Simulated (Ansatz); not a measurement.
**Abstraction of Br: C2HBrF2 + SnH3 → C2HF2 + SnH3Br**

Species: C2HBrF2 `F/C=C(\F)Br`, singlet; SnH3 `[SnH3]`, doublet; C2HF2 `F/[C]=C\F`, doublet; SnH3Br `[Br][SnH3]`, singlet. A radical takes Br: the energy is the difference in strength between the C–Br bond broken and the Sn–Br bond made.

Shapes, held fixed at every level: PBE0-D4/def2-TZVP. Programs: Ansatz 0.2.0. Electronic energies: no zero-point or thermal term.

```
               level                    kind  ΔE (kJ/mol)
       HF/def2-TZVPP            Hartree–Fock        -54.1
   PBE-D4/def2-TZVPP                     GGA        +12.3
r2SCAN-D4/def2-TZVPP                meta-GGA         -2.5
 B3LYP-D4/def2-TZVPP           global hybrid         +2.1
  wB97M-V/def2-TZVPP  range-separated hybrid         +9.5
  wB97X-V/def2-TZVPP  range-separated hybrid         -1.2
   B2PLYP/def2-TZVPP           double hybrid         +2.8
```

B2PLYP/def2-TZVPP gives ΔE = +2.8 kJ/mol; the levels span -54.1 to +12.3. That is about zero within the method's error. They disagree on the sign: 4 of 7 are positive. The median of the levels is +2.1. No measured value is set beside it here. Spin contamination: C2HF2 (⟨S²⟩ up to 0.94). Open shells run unrestricted unless RO is named. For atoms past krypton def2 sets carry core potentials with scalar relativity. Relativity is left out for Br unless named. Correlated rows may include outer-core shells of Br, Sn, which these sets cover unevenly.

The C–Br bond broken and the Sn–Br bond made are nearly equal in strength. Tin forms a strong, polar bond to bromine, but the bromine leaves an sp² carbon, which holds it more tightly than a saturated carbon would and leaves a σ-type vinyl radical with little delocalisation to stabilise it. Hartree–Fock stands apart at -54.1 kJ/mol, probably because the missing correlation weakens the C–Br bond more than the Sn–Br bond, with spin polarisation of the vinyl radical adding to the imbalance. Exact exchange alone does not order the other levels: PBE-D4 and wB97M-V, built very differently, give the two most positive values.

The balance does not conflict with the familiar use of stannyl radicals to debrominate organic bromides. In such chains the following hydrogen transfer from a stannane to the vinyl radical is strongly downhill, as a weak Sn–H bond is exchanged for a strong C–H bond. How fast bromine is abstracted depends on a barrier that the reaction energy does not provide.
